A crystal under hydrostatic pressure can respond in volume, in shape and in energy. The table follows these responses for one phase of Ti₃Si, computed with a single density functional; all changes are counted from the cell at zero pressure.

Density functional relaxations of cell and atoms in Ti₃Si (P6_3/mmc, kept fixed; 8 atoms per cell; a = 5.584, c = 4.473 Å at zero pressure) with Ansatz 0.2.0: PBEsol, plane-wave PAW, scalar-relativistic, no spin polarisation, 420 eV cutoff, 6×6×8 k mesh, 0.1 eV Gaussian smearing. Changes are relative to the relaxed zero-pressure cell; positive pressure is compression.

```tsv
applied pressure (GPa)	volume change (%)	enthalpy change (eV/atom)	a change (%)	c change (%)	energy change (meV/atom)
-2	1.44	-0.190	0.50	0.43	1.4
2	-1.35	0.187	-0.47	-0.41	1.2
5	-3.22	0.463	-1.14	-0.96	7.4
10	-6.00	0.913	-2.16	-1.79	26.8
20	-10.76	1.775	-3.99	-3.20	93.3
```

### Which squeezes out more volume, the first 10 GPa or the second?

The first. It removes 6.00 % of the volume, and the next 10 GPa only a further 10.76 − 6.00 = 4.76 points. If the forces between atoms grew in strict proportion to their displacement, the stiffness would be expected to rise far less. Real atoms repel each other more and more steeply as they approach, while the attraction that binds them grows more slowly, so each further step costs more pressure. That is the standard explanation; the table shows the stiffening itself, not the separate forces.

### Can a simple rule describe the stiffening?

Stiffness against uniform squeezing is measured by the bulk modulus, $B=-\mathrm{d}P/\mathrm{d}\ln V$, with $P$ the pressure and $V$ the volume. The simplest assumption beyond a constant is a linear rise, $B=B_0+B'P$. Inserting this and integrating from the zero-pressure volume $V_0$ gives Murnaghan's equation,

$$\frac{V}{V_0}=\left(1+\frac{B'P}{B_0}\right)^{-1/B'} .$$

A least-squares fit to all five rows, using the pressures that the runs actually reached, gives $B_0\approx144$ GPa and $B'\approx3.4$.

At 20 GPa the bracket is $1+3.4\times20/144\approx1.47$. Raised to the power $-1/3.4$ it gives 0.89, a volume loss of about 11 %, as in the table; this row was part of the fit. A modulus held at its low-pressure value would give 13 %. For small $P$ the equation reduces to a relative loss of $P/B_0$, so the stiffening matters once $B'P$ is no longer small beside $B_0$.

### What if another element made the compound half as stiff?

The table can't say which element would do so, but the equation shows the consequence. With $B_0=72$ GPa and the same $B'$, the bracket at 20 GPa becomes about 1.94 and the volume loss about 18 %. That is less than twice the loss of Ti₃Si, because the softer crystal is driven further up its own stiffening curve.

### Why does doubling the pressure not quadruple the energy?

In the limit of small pressure the volume loss is $V_0P/B_0$ and the mean pressure during loading is $P/2$. The work stored is then $V_0P^2/2B_0$, which quadruples when $P$ doubles. From 10 to 20 GPa the energy change rises only from 26.8 to 93.3 meV per atom, a factor of 3.5. The stiffened crystal gives way by less than twice as much, so the stored work rises less than fourfold.

The energies also test the equation, since the fit used only pressures and volumes. The work calculated from it agrees with every tabulated energy change to about 0.1 meV per atom. This shows that the computed stresses and energies are consistent with each other; it doesn't prove the cause of the stiffening.

### Is the crystal more stable at −2 GPa, where its enthalpy change is negative?

No. Enthalpy is $H=E+PV$, with $E$ the energy, and under tension $PV$ is negative. The energy itself rises by 1.4 meV per atom. For an incompressible crystal $H$ would be a straight line of slope $V_0$; here it bends slightly because the volume shrinks. Stability is judged by comparing phases at the same pressure, and the tetragonal structure in which Ti₃Si is known is not in the table. The runs also kept the hexagonal symmetry, so they can't show whether a distortion would lower the enthalpy.

### Does the cell keep its shape?

Not quite. A cell equally stiff in all directions would shorten by the same percentage along every edge, but at 20 GPa $a$ has lost 3.99 % and $c$ only 3.20 %. The ratio $c/a$ therefore rises from 0.801 to 0.808, towards the 0.816 that ideally packed equal spheres would give in this cell, whose $a$ edge spans two atomic spacings. That describes the change without explaining it: a first clue to the cause would be the individual bond lengths under pressure, which cell edges alone don't fix.

### Which digits can be trusted?

The run meant for 10 GPa stopped at 9.95 GPa, which alters its volume change by about 0.03 points, so −6.0 % is safer than −6.00 %. Small stress differences left between the axes blur the edge changes by a few hundredths of a point at most, roughly estimated. The gap between $a$ and $c$ at 20 GPa is far larger, so within this calculation $a$ is clearly the softer direction, though no row tests a finer k mesh or a higher cutoff.

The energies at −2 and 2 GPa, 1.4 and 1.2 meV per atom, differ by only two units of the last digit, and before rounding they are closer still, at 1.39 and 1.25. Their order is nevertheless the expected one, because a stretched crystal is softer and moves further under the same load.

For a real sample, even one with this hexagonal structure, the uncertainty is larger. Thermal and zero-point motion, both absent here, normally expand and soften a crystal, and another functional would shift $V_0$ and $B_0$. The PAW datasets used here were made for the functional PBE, not for PBEsol, which may shift them a little too. By the equation above, a $B_0$ only 5 % higher would already cut the volume loss at 20 GPa by about 0.4 points, so for the material even the first decimal is open.
